Skipping empty columns in sphere-to-box Fourier transforms

In a plane-wave calculation the coefficients of an orbital fill a sphere in reciprocal space, while the fast Fourier transform (FFT) that carries the orbital to the real-space grid acts on a box about twice as wide. Most of the box holds zeros, and a one-dimensional transform of a line of zeros need not be done. This section derives how many one-dimensional transforms remain.

1. Premises and conventions

(P1) The cell is a cube of side L and volume Ω = L³. Reciprocal vectors are G = (2π/L)m with m = (m₁, m₂, m₃) integer, and k = (2π/L)κ with each κᵢ between −1/2 and 1/2. Rydberg units are used: ħ²/2mₑ = 1 Ry bohr².

(P2) An orbital is ψ(x) = Ω^(−1/2) e^(ik·x) u(x), u(x) = Σ c(m) e^(iG·x), the sum running over |k + G|² ≤ E_c. With G_c = √E_c this is the set K of integer points

|m + κ| ≤ r, r = G_c L/(2π). (1)

(P3) The grid points are x = (L/N)n, nᵢ = 0, …, N − 1, and c(m) is stored at the array position mᵢ mod N. Distinct points of K must fall on distinct positions, which at Γ (κ = 0) means N ≥ 2⌊r⌋ + 1, where ⌊ ⌋ denotes the integer part.

(P4) The three-dimensional transform is done as three passes of one-dimensional transforms of length N, one pass per axis.

(P5) Every one-dimensional transform costs the same amount t(N), whatever its data, and nothing else is counted.

The dual ratio d is the ratio of the energy cutoff of the density to that of the orbitals, d = E_ρ/E_c. Since energy goes as the square of the wave vector, the density sphere has radius √d r in the units of Eq. (1).

2. Size of the box

On the grid,

u(n) = Σ_m c(m) exp(2πi m·n/N). (2)

The geometric sum (1/N) Σ_n exp(2πi pn/N), n = 0, …, N − 1, equals 1 when the integer p is a multiple of N and 0 otherwise. Analysing a function on the grid therefore returns at position m the sum of all its Fourier coefficients whose index equals m modulo N in each component. This is aliasing.

The density of one orbital, |u|²/Ω, contains the indices m − m′ with m and m′ in K. By the triangle inequality |m − m′| ≤ 2r, so each component lies between −⌊2r⌋ and ⌊2r⌋, for any κ. These values are distinct modulo N if N ≥ 2⌊2r⌋ + 1. The same condition serves for a local potential V: multiplying u by V on the grid and analysing the product gives, for m in K, Σ_m′ Ṽ(m − m′ mod N) c(m′), with Ṽ the discrete Fourier coefficients of V, and under the condition every difference m − m′ has a position of its own. A sphere of radius 2r has the energy cutoff 4E_c, so d = 4 is the smallest dual that is free of aliasing in these products. For general d the box must hold the density sphere,

N ≥ 2⌊√d r⌋ + 1, idealised as N = 2√d r. (3)

In the idealised box the orbital sphere has diameter 2r = N/√d, which is N/2 for d = 4. It then fills the fraction (4π/3)(N/4)³/N³ = π/48 of the box, 6.5 per cent.

3. The three passes

The exponential in Eq. (2) factorises, so with w = exp(2πi/N) the finite sum can be nested:

A(m₁, m₂, n₃) = Σ_m₃ c(m₁, m₂, m₃) w^(m₃n₃), (4a)
B(m₁, n₂, n₃) = Σ_m₂ A(m₁, m₂, n₃) w^(m₂n₂), (4b)
u(n₁, n₂, n₃) = Σ_m₁ B(m₁, n₂, n₃) w^(m₁n₁). (4c)

In each line the two indices that are not summed label one transform of length N. There are N² such labels, so the full FFT takes 3N² transforms.

Pass 1. The transform (4a) labelled (m₁, m₂) acts on a column of the box along axis 3. If the column holds no point of K its input vanishes and, the transform being linear, so does its output. The smallest value of (m₃ + κ₃)² over integers m₃ is κ₃², so the column is occupied exactly when

(m₁ + κ₁)² + (m₂ + κ₂)² ≤ r² − κ₃². (5)

Let C be the number of such columns. Pass 1 needs C transforms.

Pass 2. The transform (4b) labelled (m₁, n₃) has the input A(m₁, ·, n₃). It vanishes for every n₃ if the plane m₁ holds no occupied column, that is, unless (m₁ + κ₁)² ≤ r² − κ₂² − κ₃². Let P be the number of occupied planes. No label n₃ can be dropped: in an occupied column with q consecutive values of m₃ and coefficients not all zero, A is a power of z = w^(n₃) times a polynomial in z of degree at most q − 1, which vanishes at no more than q − 1 of the N grid values and, for general coefficients, at none. Pass 2 needs PN transforms.

Pass 3. By the same argument applied to n₂, B is in general non-zero for every label (n₂, n₃). Pass 3 needs N² transforms.

The same steps in operator form also give the return path. Let Fᵢ be the N-point transform on index i, and let Π_K, Π_C and Π_P be the diagonal projectors on the sphere, the occupied columns and the occupied planes. The three sets are nested, so Π_P Π_C Π_K = Π_K. Π_C depends only on the first two indices and so commutes with F₃; Π_P depends only on the first index and commutes with F₂ and F₃. A projector equals its square. Hence

F₁F₂F₃ Π_K = F₁F₂F₃ Π_P Π_C Π_K = F₁ (Π_P F₂ Π_P)(Π_C F₃ Π_C) Π_K. (6)

The two brackets are the reduced passes. The inverse of F₁F₂F₃ is N⁻³ times its adjoint, and the adjoint of Eq. (6) is

Π_K F₃†F₂†F₁† = Π_K (Π_C F₃† Π_C)(Π_P F₂† Π_P) F₁†. (7)

Going from the grid back to the sphere, as after multiplication by V, one does N², PN and C transforms in that order; here the skipped lines are those whose output is not wanted. Equations (6) and (7) are identities: skipping changes no coefficient. By (P5) the cost relative to the full FFT is, in either direction and exactly,

η = (C + PN + N²)/(3N²). (8)

4. Continuum limit

For large r the number of integer points in a region approaches its measure. The occupied planes cover the interval −r ≤ x ≤ r, so P → 2r. At position x the occupied columns cover a chord of length 2√(r² − x²), so

C → ∫ 2√(r² − x²) dx (from −r to r) = 2r² ∫ cos²θ dθ (from −π/2 to π/2) = πr²,

with x = r sin θ. Writing f = 2r/N for the ratio of sphere diameter to box edge, the three passes need (π/4)f²N², fN² and N² transforms, and

η(f) = [1 + f + (π/4)f²]/3. (9)

In the idealised box of Eq. (3) f = d^(−1/2), which gives

η(d) = [1 + d^(−1/2) + π/(4d)]/3. (10)

For d = 4 the passes need (π/16)N², N²/2 and N² transforms; π/16 = 0.196, and

η(4) = (1 + 1/2 + π/16)/3 = 0.565, (11)

about 0.57 of the full cost, a saving of 43 per cent or a speed-up by 1.77. Other values of Eq. (10):

d = 1: η = 0.928
d = 2: η = 0.700
d = 3: η = 0.613
d = 8: η = 0.484
d = 12: η = 0.451

Both d-dependent terms decrease with d, and η → 1/3 as d → ∞: the last pass is never reduced, so the speed-up stays below 3. The entry d = 1 also describes the transform of the density itself, whose sphere touches the faces of the box.

Three consequences follow for d = 4. If only pass 1 is reduced and complete two-dimensional transforms are done on all planes n₃, then η = (2 + π/16)/3 = 0.732. If the disc of occupied columns is replaced by its bounding square, π/16 becomes 1/4 and η = 0.583; the round shape is worth only 0.018, and most of the saving comes from the small diameter. Finally, the array A that passes from pass 1 to pass 2 has CN non-zero entries, the fraction π/(4d) of N³; when columns are distributed over processors for pass 1 and planes n₃ for passes 2 and 3, only this array has to be communicated.

A small η does not mean a small cost, because η refers to a box that grows with d. With t(N) ∝ N log N and N = 2√d r, the cost at fixed orbital cutoff is, apart from the logarithm,

N(N² + 2rN + πr²) = 2√d (4d + 4√d + π) r³,

which rises with d. Lowering d from 4 to 2 multiplies this expression by 0.44, whereas the unreduced cost 3N³ is multiplied by 2^(−3/2) = 0.35: skipping takes away part of what a reduced dual would gain, and the reduced dual brings aliasing while skipping does not.

5. Size of the lattice corrections

At Γ, P = 2⌊r⌋ + 1, and r − 1 < ⌊r⌋ ≤ r gives |P − 2r| ≤ 1. C is the number of integer points in a disc of radius r, the circle problem of Gauss. Attach to each counted point the unit square centred on it. The squares do not overlap and their total area is C. Every point of such a square lies within √2/2 of its centre, so all squares lie inside the disc of radius r + √2/2. Conversely, every point of the disc of radius r − √2/2 has an integer point within √2/2 of it, and that integer point lies in the disc of radius r, so the squares cover the smaller disc. Hence π(r − √2/2)² ≤ C ≤ π(r + √2/2)² and |C − πr²| ≤ π(√2 r + 1/2). Inserting both bounds in Eq. (8),

|η − η(f)| ≤ [1/N + π(√2 r + 1/2)/N²]/3, (12)

which falls as 1/N at fixed f. For κ ≠ 0 the interval and the disc are displaced and their squared radii shrink by at most 1/2, which leaves corrections of the same order.

A second correction separates Eq. (9) from Eq. (10). An actual N is an integer obeying the inequality (3), usually raised to the next product of small primes. When N exceeds 2√d r, f is below d^(−1/2) and η is lower; the box acts with an effective dual 1/f².

6. Other cell shapes

Orthorhombic cell. The sphere becomes an ellipsoid in index space with semi-axes rᵢ = G_c Lᵢ/(2π), and Nᵢ = 2rᵢ/f with the same f on all axes. Pass 1 along axis 3 has πr₁r₂ = (π/4)f²N₁N₂ transforms of length N₃, pass 2 has fN₁N₃ of length N₂, and pass 3 has N₂N₃ of length N₁. With t(N) ∝ N log N each term carries the factor N₁N₂N₃, and with λᵢ = log Nᵢ

η = [λ₁ + fλ₂ + (π/4)f²λ₃]/(λ₁ + λ₂ + λ₃), (13)

which is Eq. (9) for equal Nᵢ. The order of the axes now matters. For two weights a < b and two logarithms λ > λ′, (aλ + bλ′) − (aλ′ + bλ) = −(b − a)(λ − λ′) < 0, so the smaller weight should go with the longer axis. Since (π/4)f² < f ≤ 1, the longest axis is best transformed first on the way to real space and the shortest last.

Oblique cell. With lattice vectors aᵢ the indices at Γ are mᵢ = G·aᵢ/(2π). The range of m₁ over the sphere is ±G_c|a₁|/(2π) and N₁ is proportional to |a₁|, so the fraction of occupied planes is still f. The pair (m₁, m₂) depends only on the projection of G on the plane of a₁ and a₂. The sphere projects on a disc of area πG_c², and the linear map to (m₁, m₂) has the Jacobian |a₁||a₂| sin γ/(2π)², γ being the angle between a₁ and a₂. To leading order in r the column fraction becomes (π/4)f² sin γ. For a primitive face-centred cubic cell, with equal Nᵢ and γ = 60°, d = 4 gives η = (1 + 1/2 + (π/16) sin 60°)/3 = 0.557.

7. Range of validity

(i) Equations (6) to (8) hold for any sphere that fits the box without overlap, which in the idealised box means d ≥ 1. Whether products are free of aliasing (d ≥ 4) is a separate question that skipping does not affect.

(ii) Equation (9) holds within the bound (12); Eq. (10) needs in addition N close to 2√d r. For boxes of a few tens of points per edge only two figures of Eq. (10) carry over to an actual grid, and Eq. (8) should be used when more are wanted.

(iii) The d in Eq. (10) belongs to the grid on which the orbitals are transformed. In ultrasoft and PAW schemes with two grids the orbitals normally use the coarse grid with d = 4, and the larger dual of the augmentation charge does not enter.

(iv) Real orbitals at Γ are often transformed in pairs as u₁ + iu₂. The combined coefficients fill the same sphere, so reduced and full cost per orbital are both halved and η is unchanged.

(v) Premise (P5) ignores zeros inside the lines that are transformed. For d = 4 at most about half of the inputs of each line are non-zero, in all three passes. A radix-2 transform has log₂N stages of N/2 butterflies, each with one complex multiplication (6 real operations) and two complex additions (4), in all the nominal 5N log₂N operations. Its first decimation-in-frequency stage forms xⱼ + xⱼ₊N/2 and (xⱼ − xⱼ₊N/2)wʲ for j < N/2. If the non-zero inputs occupy at most N/2 cyclically consecutive positions, one member of each pair is zero, the N complex additions (2N operations) drop out and the multiplications stay. The further relative saving is 2N/(5N log₂N) = 0.4/log₂N, small beside 43 per cent but larger than the lattice corrections.

(vi) Premise (P5) also ignores work that skipping does not reduce, such as clearing and copying arrays, strided memory access and the multiplication by V. If such work is a fraction φ of the unreduced time, the time ratio is φ + (1 − φ)η, which exceeds η. The fraction φ depends on the machine and the library, so η is a ratio of operation counts and not of run times.

8. Illustration: cubic 64-atom Si cell, d = 4

The cell is 2 × 2 × 2 conventional diamond cubes. The inputs are a typical lattice constant a = 5.431 Å and an illustrative orbital cutoff E_c = 20 Ry (272 eV), of the size typical for norm-conserving Si pseudopotentials; the density cutoff is 80 Ry.

Sphere and box. L = 2a = 10.862 Å = 20.5262 bohr and G_c = √20 = 4.472 bohr⁻¹, so Eq. (1) gives r = 14.610, r² = 213.45 and 2r = 29.22. The sphere holds about (4π/3)r³ = 1.31 × 10⁴ plane waves. Condition (3) reads N ≥ 2 × 29 + 1 = 59, a prime; the next product of 2, 3 and 5 is N = 60, with N² = 3600, N³ = 216000 and 3N² = 10800 transforms in the full FFT. Then f = 0.487 and the effective dual is 1/f² = 4.22.

Counts at Γ. P = 2 × 14 + 1 = 29. In plane m₁ the number of occupied columns is 2⌊√(r² − m₁²)⌋ + 1, which for |m₁| = 0, 1, …, 14 is

29, 29, 29, 29, 29, 27, 27, 25, 25, 23, 21, 19, 17, 13, 9.

The entries for 1 to 14 add up to 322, so C = 29 + 2 × 322 = 673, against πr² = 670.6. Pass 2 needs 29 × 60 = 1740 transforms, against 2rN = 1753. The total is 673 + 1740 + 3600 = 6013, and

η = 6013/10800 = 0.557,

a saving of 44 per cent or a speed-up by 1.80. Equation (9) with the actual f gives 0.558. The step from the ideal 0.565 thus consists of 0.008 from rounding the grid up and 0.001 from the lattice, the latter well inside the bound (12), which is 0.012 here. The count C changes only when r² crosses a sum of two squares; the neighbours of 213.45 are 212 = 14² + 4² and 218 = 13² + 7², so at this cutoff the same C, P and N hold for any lattice constant between about 5.41 and 5.49 Å. The array passed on by pass 1 has 673 × 60 = 40380 entries, 0.187 of the box.

Zone corner. For κ = (1/2, 1/2, 1/2) the first components m₁ + 1/2 are half-integers up to ±14.5, allowed because 14.5² + 1/2 = 210.75 is below r². Then P = 30, the criterion (5) is met by C = 680 columns, the total is 680 + 1800 + 3600 = 6080 and η = 0.563. The dependence on k is thus in the third figure.

A larger box. With N = 64 the total at Γ is 673 + 1856 + 4096 = 6625 out of 12288, and η = 0.539. The ratio is lower, yet the cost, the number of transforms times N log₂N, is 1.19 times that of N = 60 if both lengths have the same prefactor in t(N); in practice the prefactor depends on the prime factors of N.

Operation count. The cell has 256 valence electrons in 128 doubly occupied orbitals, treated here as complex. With the nominal 5N log₂N taken also for N = 60 (log₂60 = 5.907), a line costs 1772 operations, a full FFT 1.91 × 10⁷ and a reduced one 1.07 × 10⁷. Applying the local potential once to all orbitals takes two transforms each: 4.90 × 10⁹ operations in full and 2.73 × 10⁹ with skipping. Multiplying a complex u by a real V costs 2N³ operations per orbital, 5.5 × 10⁷ in all or 2 per cent of the reduced figure, and including it on both sides raises the ratio to 0.562. In the other direction, the 29 non-zero inputs per line fit into half of the 60 positions, so item (v) of Section 7 applies: 0.4/log₂60 = 0.068, which would lower 0.557 to about 0.52. In this counting model, then, with the assumed cutoff and lattice constant, skipping empty columns and planes leaves 6013 of the 10800 one-dimensional transforms per orbital and direction, a relative cost of 0.56 that belongs to the model's operation count and not to any timing.